Band levels of a 1T Janus MoSeS monolayer from Ansatz 0.2.0 (plane-wave PAW, no spin polarisation, 12×12×1 k mesh, Fermi–Dirac smearing 0.02 eV), with LDA (cheaper, cutoff 420 eV) and r2SCAN (costlier, 500 eV) on the same r2SCAN-relaxed cell. Each set is measured from its own v1 level at K; extra_c and extra_d lie at fractional k (0.2, 0.2, 0) and (0.3, 0.3, 0).

```csv
point name,"band v2, cheaper level (eV)","band v1, cheaper level (eV)","band c1, cheaper level (eV)","band c2, cheaper level (eV)","band v2, costlier level (eV)","band v1, costlier level (eV)","band c1, costlier level (eV)","band c2, costlier level (eV)"
Gamma,-1.203,-1.142,-0.157,-0.157,-1.301,-1.204,-0.294,-0.294
M,-2.229,-1.697,0.641,1.242,-2.354,-1.912,0.634,1.297
K,-4.018,0.000,0.158,0.369,-4.302,0.000,0.126,0.396
extra_c,-2.710,-0.876,-0.209,1.023,-2.959,-0.948,-0.235,1.050
extra_d,-3.780,-0.123,-0.020,0.706,-4.048,-0.139,-0.042,0.728
```

The columns come in two sets of four bands, first from the cheaper level of theory, LDA, then from the costlier one, r2SCAN. Band v1 is the highest band that would be full if the electrons filled whole bands, v2 lies below it, and c1 and c2 lie above. This sheet is a metal, however, so these names only count bands and don't tell which states hold electrons. The aim is to get the r2SCAN levels from the LDA levels with a pencil.

**The zero comes first**

Each set is printed from the value of v1 at K. In a metal that is a poor place to stand, because this state is empty. In the same calculations it lies 0.228 eV above the Fermi level in LDA and 0.277 eV above it in r2SCAN. The Fermi level is the energy that separates mostly filled from mostly empty states, and adding these amounts to the printed values measures every level from it. This zero has a limit of its own. K is the only point of the 12×12 mesh where v1 is empty, although v1 is also above the Fermi level at extra_d, which lies between mesh points. The empty region is thus sampled coarsely, and a finer mesh would probably move both Fermi levels by some hundredths of an electronvolt. That matters little for deep levels, but it does for those close to zero.

Simple chemistry and the table together explain the metal. By formal count molybdenum keeps two d electrons in this compound, and its six neighbours leave three d bands close together in energy. Two electrons would exactly fill the lowest of these bands if it lay wholly below the others. Here it doesn't: v1 at K is higher than c1 at Gamma, so some electrons go into c1 instead of v1, and both bands are partly filled. Deeper down lie bands made mainly of sulfur and selenium p orbitals, and v2 is by count the uppermost of these.

**Why a stretch is a sensible guess**

A band has a width because electrons can spread from atom to atom, and part of the energy at stake is kinetic. In r2SCAN the energy depends on the kinetic-energy density of the orbitals as well as on the electron density. This adds a term to the equation for the orbitals that acts much like extra kinetic energy. Orbitals with many nodes or strong curvature are then pushed up relative to smoother ones, which tends to pull the levels apart. The rest of the potential changes too, so theory makes a stretch plausible but doesn't supply its size.

The fixed point of the stretch can be argued more firmly. Suppose that all spacings between levels grow by the same factor. The order of the levels is then unchanged, the same states hold the electrons, and the boundary between filled and empty stays at the same place in the order. Apart from the effect of the thermal-like smearing used in the calculation, the Fermi level therefore maps onto itself, and the rule needs one factor and no constant:

E(r2SCAN) ≈ 1.06 × E(LDA), with each E measured from the Fermi level of its own calculation.

The factor is the slope of a least-squares line that is made to pass through zero and fitted to the five v2 levels, rounded to two decimals. The other fifteen levels had no part in it.

**Gamma: the rule works below and fails at the top**

At Gamma the two lower bands behave as the rule says, to within about 0.04 eV. The trouble is the pair c1 and c2, which share one energy here. Its printed LDA value is −0.157 eV, so it lies −0.157 + 0.228 = 0.071 eV above the Fermi level. The rule moves it up to 0.075 eV, but r2SCAN puts it 0.017 eV below.

This miss of 0.09 eV is the largest in the table, and it is a failure of kind. Multiplying by a positive factor can never carry a level across the Fermi level, so no better choice of factor would help. The pair must respond to the change of theory differently from its neighbours in energy. A different mixture of molybdenum and chalcogen orbitals could be the reason, but that is a guess which the level energies alone can't test.

The crossing matters because it changes which states are occupied. In LDA the pair is nearly empty, while in r2SCAN it is more than half full. Its final distance from the Fermi level is smaller than the smearing of 0.02 eV, and the mesh is coarse, so the exact filling is delicate. One sign of the pair's drop needs no Fermi level at all: the pair lies above the c1 level at extra_c in LDA and below it in r2SCAN. Spin–orbit coupling, which these calculations leave out, would also split the pair.

**M: one factor is a compromise**

At M the upper two bands follow the rule to within 0.02 eV. Band v1 does less well: the rule puts it at −1.56 eV from the Fermi level, and r2SCAN at −1.64 eV. The direction is right, but the stretch is too weak.

The widths of the bands show the same thing without any choice of zero. Between its highest and lowest values at the five points, v2 widens by 7 % on going from LDA to r2SCAN, while v1 widens by 13 %. A single factor taken from v2 therefore understates how far the bottom of v1 drops. Someone who cares about that region should allow an error of nearly 0.1 eV.

**K: a stretch and not a shift**

The deepest level of the table is v2 at K, 3.79 eV below the Fermi level in LDA. In r2SCAN it moves down by a further 0.24 eV, whereas v2 at Gamma, much nearer the Fermi level, moves down by only 0.05 eV. If r2SCAN simply lowered the whole of band v2, both would move by the same amount. For v2, the best rigid shift leaves a typical error of 0.08 eV against the r2SCAN levels, and the stretch, also with one adjustable number, leaves 0.03 eV.

K also explains a misleading feature of the printed columns. Read as they stand, they show c1 falling at all five points when LDA is replaced by r2SCAN. Much of this comes from the zero, which itself rises by 0.05 eV relative to the Fermi level. Measured from the Fermi level, c1 falls only at Gamma and rises slightly at the other four points. That agrees with a stretch, but rises this small depend on how well the two Fermi levels are known.

**extra_c: close to the Fermi level**

This point lies on the line from Gamma to K. Its c1 level is the lowest of that band in LDA, only 0.02 eV above the Fermi level, and the rule leaves it practically there. r2SCAN puts it at 0.04 eV. The two calculations also differ in the size of their plane-wave basis, so a change this small deserves no explanation of its own.

The consequence is still worth noting. In r2SCAN the lowest c1 level among the five points is no longer here but at Gamma, because the pair there has dropped. A rule that keeps the order of levels can't foresee such an exchange. Where two levels compete within a few hundredths of an electronvolt, the costlier calculation has to decide.

**extra_d: an ordinary case worked in full**

This point lies further along the same line, close to K. Take c2, which was not used to find the factor. Its printed LDA value is 0.706 eV, and 0.706 + 0.228 = 0.934 eV from the Fermi level. Multiplying by 1.06 gives 0.99 eV, and r2SCAN gives 1.005 eV. The estimate is low by 0.015 eV, or about 1.5 % of the r2SCAN value.

The same point shows what the rule should not be used for. The spacing between v1 and c1 is about 0.10 eV in both calculations. The rule would widen it slightly, while the table shows it slightly narrower, and neither change is large enough to mean anything. Both states are essentially empty in any case, so this spacing is no threshold for absorbing light.

**How far to trust the pencil**

Over all twenty levels the rule has a typical (root-mean-square) error of 0.04 eV against r2SCAN. Using the LDA levels unchanged, again from the Fermi level, gives 0.11 eV. Most of the gain comes from the deep v2 levels, which also supplied the factor. The fifteen other levels would have chosen 1.07, so the factor is not peculiar to v2, but near the Fermi level there is little to correct. The printed output after this text gives the estimate and the miss for every level.

The factor describes a change of theory at fixed atoms. Both calculations use the structure relaxed for r2SCAN, and an LDA calculation that relaxed its own structure would mix in a second effect. The LDA run also used PAW datasets made for another functional, PBE, so the fitted factor includes whatever error that causes. The three-atom cell also forbids the distortion by which undistorted 1T sheets of this family usually lower their energy. The estimates therefore belong to this idealised sheet, not to a sample on the bench.

For a neighbouring case, such as another point in these bands, the expected trend follows from the picture: levels far from the Fermi level move most, and they move away from it. Measure the LDA level from the LDA Fermi level, add 6 % to the distance, and allow about 0.05 eV of error, or nearly twice that at the bottom of v1 and for the pair at Gamma. If the level starts within 0.1 eV of the Fermi level, don't use the result to decide whether the state is filled.

Output of the analysis:

```
v1 at K above the Fermi level, LDA, eV: 0.2278
v1 at K above the Fermi level, r2SCAN, eV: 0.2768
fit of yv2 on 5 rows: coefficient of xv2 1.062 +/- 0.0055; rms 0.0302, worst M -0.0482, leave-one-out rms 0.0348
fit of dv2 on 5 rows: constant -0.1559 +/- 0.039; rms 0.0775, worst Gamma -0.107, leave-one-out rms 0.0968
LDA levels from the Fermi level and estimates with factor 1.06, eV:
      row   v2 LDA  v2 est   v1 LDA   v1 est   c1 LDA   c1 est   c2 LDA   c2 est
    Gamma  -0.9752  -1.034  -0.9142   -0.969  0.07081  0.07506  0.07081  0.07506
        M   -2.001  -2.121   -1.469   -1.557   0.8688   0.9209     1.47    1.558
        K    -3.79  -4.018   0.2278   0.2415   0.3858    0.409   0.5968   0.6326
  extra_c   -2.482  -2.631  -0.6482  -0.6871  0.01881  0.01994    1.251    1.326
  extra_d   -3.552  -3.765   0.1048   0.1111   0.2078   0.2203   0.9338   0.9898
r2SCAN levels from the Fermi level and misses (estimate less r2SCAN), eV:
      row      v2    v2 miss       v1   v1 miss        c1   c1 miss        c2     c2 miss
    Gamma  -1.024  -0.009455  -0.9272   -0.0418  -0.01725    0.0923  -0.01725      0.0923
        M  -2.077   -0.04402   -1.635    0.0779    0.9108   0.01018     1.574    -0.01576
        K  -4.025   0.007645   0.2768  -0.03528    0.4028  0.006205    0.6728    -0.04014
  extra_c  -2.682    0.05112  -0.6712  -0.01584   0.04175  -0.02182     1.327  -0.0008954
  extra_d  -3.771   0.005925   0.1378  -0.02666    0.2348  -0.01448     1.005    -0.01492
rms miss of the rule, all 20 levels, eV: 0.04166
rms miss with no correction, all 20 levels, eV: 0.1071
rms miss of the rule, 15 levels not used for the factor, eV: 0.0447
factor that those 15 levels would choose themselves: 1.073
widening of v2 over the five points, percent: 6.607
widening of v1 over the five points, percent: 12.67
```
